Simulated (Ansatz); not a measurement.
**Abstraction of F: CH2FI + C3H4Al → CH2I + C3H4AlF**

Species: CH2FI `FCI`, singlet; C3H4Al `C#[C][Al][CH3]`, doublet; CH2I `[CH2]I`, doublet; C3H4AlF `C#[C][Al]([CH3])[F]`, singlet. A radical takes F: the energy is the difference in strength between the C–F bond broken and the Al–F bond made.

Shapes, held fixed at every level: PBE0-D4/def2-TZVP. Programs: Ansatz 0.2.0. Electronic energies: no zero-point or thermal term.

```
               level                    kind  ΔE (kJ/mol)  less CCSD(T)/def2-TZVPP
         HF/def2-SVP            Hartree–Fock       -223.0                     -9.7
       HF/def2-TZVPP            Hartree–Fock       -228.0                    -14.7
r2SCAN-D4/def2-TZVPP                meta-GGA       -207.3                     +6.0
  wB97M-V/def2-TZVPP  range-separated hybrid       -212.2                     +1.1
   B2PLYP/def2-TZVPP           double hybrid       -212.2                     +1.1
      MP2/def2-TZVPP     perturbation theory       -209.0                     +4.3
     CCSD/def2-TZVPP   coupled cluster or CI       -218.3                     -5.0
  CCSD(T)/def2-TZVPP   coupled cluster or CI       -213.3                      0.0
```

The highest level, CCSD(T)/def2-TZVPP, gives ΔE = -213.3 kJ/mol; the levels span -228.0 to -207.3. The column of differences is taken from that level and isn't an error. No measured value is set beside it here. Open shells run unrestricted unless RO is named. For atoms past krypton def2 sets carry core potentials with scalar relativity. Correlated rows may include outer-core shells of I, which these sets cover unevenly.

Fluorine transfer from carbon to aluminium is strongly exothermic at every level, with CCSD(T) giving -213.3 kJ/mol. The Al–F bond formed is therefore much stronger than the C–F bond broken. Aluminium is far more electropositive than carbon, so its bond to fluorine is highly polar and gains a large electrostatic contribution, probably helped by some donation from the fluorine lone pairs into the formally empty 3p orbital of aluminium. The transfer also takes aluminium from the open-shell +2 state to its preferred +3 state.

Hartree–Fock makes the reaction too exothermic relative to CCSD(T), which suggests that correlation stabilises the more covalent C–F bond more than the strongly ionic Al–F bond. CCSD recovers only part of this differential effect and connected triples supply more, while MP2 slightly overshoots it. The spread among methods is small beside the reaction energy, so the thermodynamic direction is secure. The favourable energy doesn't establish that fluorine abstraction would outpace attack at the weaker C–I bond.
